Five density functionals were applied to the same six bond dissociations, and their errors against CCSD(T) at the basis-set limit appear below without names. An error is the level's dissociation energy less the reference, so a negative value means a bond that is too weak. Can the names be restored from the errors and the bond on which each row fails worst, with seven labelled levels on the same reactions as a guide (PBE, BLYP, B97M-V, B3LYP, BHLYP, and MP2 and CCSD(T) in a triple-zeta basis)?

Errors in electronic dissociation energies of six gas-phase bonds, computed with Ansatz 0.2.0, as level less frozen-core CCSD(T) at the basis-set limit. Functionals use def2-TZVPP at PBE0-D4/def2-TZVP geometries, with def2 core potentials past Kr. Open shells are unrestricted, and zero-point, thermal and spin-orbit terms are left out. Candidates: revPBE-D4, wB97M-V, B2PLYP, CAM-B3LYP-D4, wB97X-V.

| row | mean signed error (kJ/mol) | mean absolute error (kJ/mol) | largest error (kJ/mol) | cases too high |
| --- | --- | --- | --- | --- |
| A | -38.2 | 38.2 | -45.0 | 0 |
| B | -14.2 | 14.2 | -23.2 | 0 |
| C | -8.3 | 8.3 | -18.7 | 0 |
| D | -7.8 | 7.8 | -13.1 | 0 |
| E | -16.8 | 16.8 | -24.8 | 0 |

No case comes out too high in any of the five rows, so the mean absolute error repeats the mean signed error without its sign. Three clues remain: the size of the bias, the size of the largest error relative to the mean, and the bond on which it falls, which the table leaves out and the text supplies below. The six cases are one In-Cl bond, two nearly duplicate silanol O-H bonds and three bonds from hydrogen to Sn, Al or Si. The means describe this blend alone.

Homolysis pulls an electron pair apart, and the correlation energy of that pair belongs to the bond. Hartree-Fock lacks it, along with any change in the correlation of the other electrons: at the basis limit it makes the O-H bond of FCl$_2$SiOH too weak by 155 kJ/mol and the Sn-H bond by 85 kJ/mol. Semilocal exchange imitates part of this correlation, so a functional that replaces much of it by exact exchange must recover the loss elsewhere, and O-H is the more exposed of these two bonds. BHLYP, with half exact exchange, fits the argument: its largest error, $-35.5$ kJ/mol, falls on that O-H bond, which B3LYP, with 20 %, misses by at most 32.4. This is support and no proof, since PBE also fails worst on a silanol O-H bond without any exact exchange.

Functionals without exact exchange can underbind for another reason. The gradient correction to exchange lowers the energy most where the density varies fast relative to its size, and two fragments have more such outer region than the molecule they come from. A stronger correction therefore tends to weaken all bonds together, which would give a bias with little scatter. GGAs also tend to over-stabilise radicals whose spin can spread, a likely contribution for the siloxyl radicals that remains untested here. The labelled GGAs show the pattern: PBE has a mean of $-30.6$ and BLYP $-33.4$ kJ/mol, with largest errors only 1.15 and 1.25 times the mean.

Row A matches this and no other row does. Its mean of $-38.2$ kJ/mol is below every labelled level, and its ratio of largest to mean error, 1.18, lies between those of the two GGAs. The only GGA among the candidates is revPBE, whose exchange enhancement grows further at large gradients than that of PBE, so theory puts it on the weaker side. Row A lies 7.6 kJ/mol below PBE and fails worst on the same O-H bond. This assignment is sure.

The other four rows split by their worst bond: In-Cl for B and E, O-H for C and D. Among the labelled functionals only BLYP and B3LYP fail worst on In-Cl, and both use LYP correlation. Exactly two candidates contain LYP, CAM-B3LYP and B2PLYP, which places them in B and E and leaves C and D to the wB97 pair. The rule is empirical, since the numbers do not show why LYP goes with In-Cl. It also leans on an indium case, where outer-core shells correlated without core-valence functions can move the reference by up to about 4 kJ/mol, and correlated values in finite basis sets by more. The tin and bromine cases share this fault.

BHLYP breaks the rule, and B2PLYP, at 53 % exact exchange, could have followed it to O-H. Its second-order term argues otherwise. At the basis limit MP2 makes the FCl$_2$SiO-H bond too strong by 20.6 kJ/mol, so a share of such correlation should ease the bond that exact exchange harms. In a triple-zeta basis that term also carries basis error, and CCSD(T) in the same basis misses most on In-Cl, by $-18.6$ kJ/mol. Both arguments give directions only, and with them the split into pairs is fairly sure.

To separate B from E, the composition of B2PLYP can be used. By definition it holds 0.53 exact exchange, 0.47 B88 exchange, 0.73 LYP and 0.27 second-order correlation. BLYP is B88 plus LYP, BHLYP is half exact exchange, half B88 and LYP, and MP2 is full exact exchange plus second-order correlation. If all shared the same orbitals, B2PLYP would equal $a\,\mathrm{BLYP}+b\,\mathrm{BHLYP}+c\,\mathrm{MP2}$ with weights that sum to one, and signed errors would mix in the same way.

The second-order share fixes $c=0.27$. Exact exchange requires $0.50\,b+c=0.53$, so $b=0.52$ and $a=1-b-c=0.21$; B88 and LYP then come out right by themselves. Nothing is fitted and no unlabelled row enters:

$$0.21(-33.4)+0.52(-22.2)+0.27(-5.8)=-7.0-11.5-1.6=-20.1\ \text{kJ/mol}.$$

Only signed means mix like this, and the MP2 term is small partly because three high cases offset some of the error of three low ones.

Row E lies 3.3 kJ/mol above this estimate and row B 5.9 above, which favours E for B2PLYP. The model ignores orbital relaxation and the smaller Kohn-Sham gaps that enlarge the second-order term, and BLYP and BHLYP carry a D4 dispersion term that the B2PLYP candidate lacks. As a rough check, the straight line from BLYP to BHLYP misses B3LYP by 7.3 kJ/mol, though B3LYP also holds local exchange and correlation that the line omits. B and E differ by only 2.6 kJ/mol in the mean, so this assignment is a lean.

C and D are ambiguous. Their means differ by 0.5 kJ/mol, too little to rank over six cases, and both fail worst on the same bond. Family likeness offers a clue: B97M-V has a largest error 2.39 times its mean, close to the 2.25 of row C and far from the 1.68 of row D. That would make C wB97M-V, but range separation changes the exchange and every fitted coefficient with it, and no labelled level is range-separated.

The rows with their labels:

| level | class | exact exchange, short range (%) | exact exchange, long range (%) | mean signed error (kJ/mol) | mean absolute error (kJ/mol) | largest error (kJ/mol) | case of the largest error | cases too high |
| --- | --- | --- | --- | --- | --- | --- | --- | --- |
| PBE-D4 | GGA | 0 | 0 | -30.6 | 30.6 | -35.2 | O[Si](Cl)(Cl)Cl -> [H] + [O][Si](Cl)(Cl)Cl | 0 |
| revPBE-D4 | GGA | 0 | 0 | -38.2 | 38.2 | -45.0 | O[Si](Cl)(Cl)Cl -> [H] + [O][Si](Cl)(Cl)Cl | 0 |
| BLYP-D4 | GGA | 0 | 0 | -33.4 | 33.4 | -41.8 | [OH][InH][Cl] -> [Cl] + [OH][InH] | 0 |
| B97M-V | meta-GGA | 0 | 0 | -13.3 | 13.6 | -31.8 | O[Si](Cl)(Cl)Cl -> [H] + [O][Si](Cl)(Cl)Cl | 1 |
| B3LYP-D4 | global hybrid | 20 | 20 | -21.6 | 21.6 | -32.4 | [OH][InH][Cl] -> [Cl] + [OH][InH] | 0 |
| BHLYP-D4 | global hybrid | 50 | 50 | -22.2 | 22.2 | -35.5 | O[Si](F)(Cl)Cl -> [H] + [O][Si](F)(Cl)Cl | 0 |
| CAM-B3LYP-D4 | range-separated | 19 | 65 | -14.2 | 14.2 | -23.2 | [OH][InH][Cl] -> [Cl] + [OH][InH] | 0 |
| wB97M-V | range-separated | 15 | 100 | -7.8 | 7.8 | -13.1 | O[Si](F)(Cl)Cl -> [H] + [O][Si](F)(Cl)Cl | 0 |
| wB97X-V | range-separated | 17 | 100 | -8.3 | 8.3 | -18.7 | O[Si](F)(Cl)Cl -> [H] + [O][Si](F)(Cl)Cl | 0 |
| B2PLYP | double hybrid | 53 | 53 | -16.8 | 16.8 | -24.8 | [OH][InH][Cl] -> [Cl] + [OH][InH] | 0 |
| CCSD(T)/def2-TZVPP | wave function | n/a | n/a | -11.2 | 11.2 | -18.6 | [OH][InH][Cl] -> [Cl] + [OH][InH] | 0 |
| MP2/def2-TZVPP | wave function | n/a | n/a | -5.8 | 11.2 | -19.4 | [AlH2][Br] -> [AlH][Br] + [H] | 3 |

A is revPBE-D4, B is CAM-B3LYP-D4, C is wB97X-V, D is wB97M-V and E is B2PLYP. The sure assignment, the pairing and the lean all hold, while family likeness points the wrong way. From B97M-V to wB97M-V the largest error shrinks from $-31.8$ to $-13.1$ kJ/mol, on O-H in both, whereas the mean improves by only 5.5. On these six bonds the ratio is not a family trait.

The two exact-exchange columns give the share at short and at long interelectronic distance. An unweighted least-squares line through all ten functionals, the five hidden ones included, has mean error rising by 0.2 kJ/mol per percentage point of long-range share. It leaves an rms residual of 6.2 kJ/mol against a spread of 10.0 about the mean, and the short-range share alone leaves 9.4. Using both shares adds almost nothing.

Long-range exact exchange reduces delocalisation error while semilocal exchange keeps imitating correlation at short range, which would ease both the over-stabilised radicals and the loss of pair correlation. The table supports this only in part. B97M-V has no exact exchange and sits 15.3 kJ/mol above the line, and the two rows at 100 % are themselves heavily parametrised B97 forms. Their lead over CCSD(T) in triple zeta says nothing against coupled cluster, whose $-11.2$ kJ/mol is basis error; spin-orbit and zero-point terms are absent on both sides of every difference. How much of the wB97 accuracy on these six bonds comes from range separation and how much from fitting is the question these rows leave open.
